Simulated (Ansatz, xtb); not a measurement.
AlBClH2O−: which of two structures lies lower

Structure X is a singlet given by its coordinates and structure Y is a singlet given by its coordinates. Both are isolated ions in the gas phase, relaxed with PBE0-D3(BJ)/def2-SVPD.

X (Å):

```xyz
6

Al   -1.6635   -0.3787   -1.2370
B    -2.0027    0.7614    1.6123
Cl   -0.1866    0.9250   -2.2539
O    -1.8502    0.3145    0.4505
H    -1.0551   -1.8570   -1.0832
H    -3.0867   -0.2467   -1.9694
```

Close contacts (Å): Al1–Cl3 2.22, Al1–O4 1.83, B2–O4 1.25, Al1–H5 1.61, Al1–H6 1.61.

Y (Å):

```json
{"atom": "Al", "x (Å)": "-1.5881", "y (Å)": "1.5014", "z (Å)": "0.3072"}
{"atom": "B", "x (Å)": "0.8577", "y (Å)": "-0.2404", "z (Å)": "-0.5243"}
{"atom": "Cl", "x (Å)": "-2.2283", "y (Å)": "0.2744", "z (Å)": "2.1713"}
{"atom": "O", "x (Å)": "-0.1783", "y (Å)": "0.4650", "z (Å)": "-0.1401"}
{"atom": "H", "x (Å)": "0.7407", "y (Å)": "-1.1704", "z (Å)": "-1.3215"}
{"atom": "H", "x (Å)": "1.9908", "y (Å)": "0.0077", "z (Å)": "-0.1138"}
```

Close contacts (Å): Al1–Cl3 2.32, Al1–O4 1.81, B2–O4 1.31, B2–H5 1.23, B2–H6 1.23.

Energies in hartree; the thermal terms are from PBE0-D3(BJ)/def2-SVPD harmonic frequencies (ideal gas, rigid rotor, one conformer each, 1000 K, 1 atm) and include the zero-point energy:

|  | X | Y |
| --- | --- | --- |
| E, CCSD(T)/def2-SVPD | −802.571836 | −802.571584 |
| E, MP2/def2-SVPD | −802.517126 | −802.518302 |
| E, MP2/def2-TZVPPD | −802.979982 | −802.980024 |
| zero-point energy | 0.021325 | 0.025098 |
| H(1000 K) − E | 0.056638 | 0.059333 |
| G(1000 K) − E | −0.113558 | −0.113183 |

Question: Correct the CCSD(T) difference for the basis set by the MP2 change, then work out ΔE, ΔE₀, ΔH and ΔG for X → Y in kJ/mol (1 Eh = 2625.50 kJ/mol) and the equilibrium ratio [Y]/[X].

Answer: 1. Differences Y − X: CCSD(T) +0.000252, MP2 in the small set −0.001176, MP2 in the large set −0.000042 Eh.
2. ΔE = +0.000252 + (−0.000042 − (−0.001176)) = +0.001386 Eh = +3.64 kJ/mol.
3. ΔE₀ = ΔE + ΔZPE = +0.001386 + (+0.003773) Eh = +13.54 kJ/mol.
4. ΔH = ΔE + (+0.002695) Eh = +10.71 kJ/mol.
5. ΔG = ΔE + (+0.000375) Eh = +4.62 kJ/mol, so ΔS = (ΔH − ΔG)/T = +6.1 J/(mol K).
6. kT = 3.1668 mEh, so K = [Y]/[X] = exp(−ΔG/kT) = exp(−0.56) ≈ 0.57.

The sums favour X, but ΔE leans on the basis-set step (CCSD(T) alone has the other sign or is under 1 kcal/mol), so the order isn't settled. An error of 4 kJ/mol in ΔG would change K by a factor of 1.6. Mirror images and further conformers aren't counted.

Other levels gave ΔE = +75.7 (GFN2-xTB); +60.8 (HF/STO-3G, GFN2-xTB geometries); −24.3 (r2SCAN-D4/def2-SVPD, GFN2-xTB geometries); −23.9 (PBE0-D3(BJ)/def2-SVPD); +17.7 (HF/def2-SVPD); −3.1 (MP2/def2-SVPD); +0.7 (CCSD(T)/def2-SVPD) kJ/mol. The correlated steps freeze 12 core orbitals. Programs: Ansatz 0.2.0, xtb 6.7.1.

The near-degeneracy hides a real change of bonding. X is best read as an Al(III) hydride carrying an O-bound BO group, with the lone pair on terminal boron. Y is a chloroaluminium(I) species bearing an OBH2 group, so moving both hydrogens from Al to B exchanges the low-valent centre. Stronger B–H bonds and aluminium's greater tolerance of the +1 state favour Y, while X keeps its Al(III) bonding and a shorter, more strongly multiple B–O bond; these contributions apparently almost cancel. The stiffer B–H vibrations then raise Y's zero-point energy, which supplies most of the preference for X in ΔE₀. At 1000 K thermal terms offset much of that penalty, leaving comparable populations in the calculated two-state equilibrium. The density functionals favour Y electronically, perhaps because they balance the two valence patterns differently. Neither structure need be the global minimum: BO normally binds through boron, and the corresponding boronyl isomer, not computed here, probably lies lower than X.
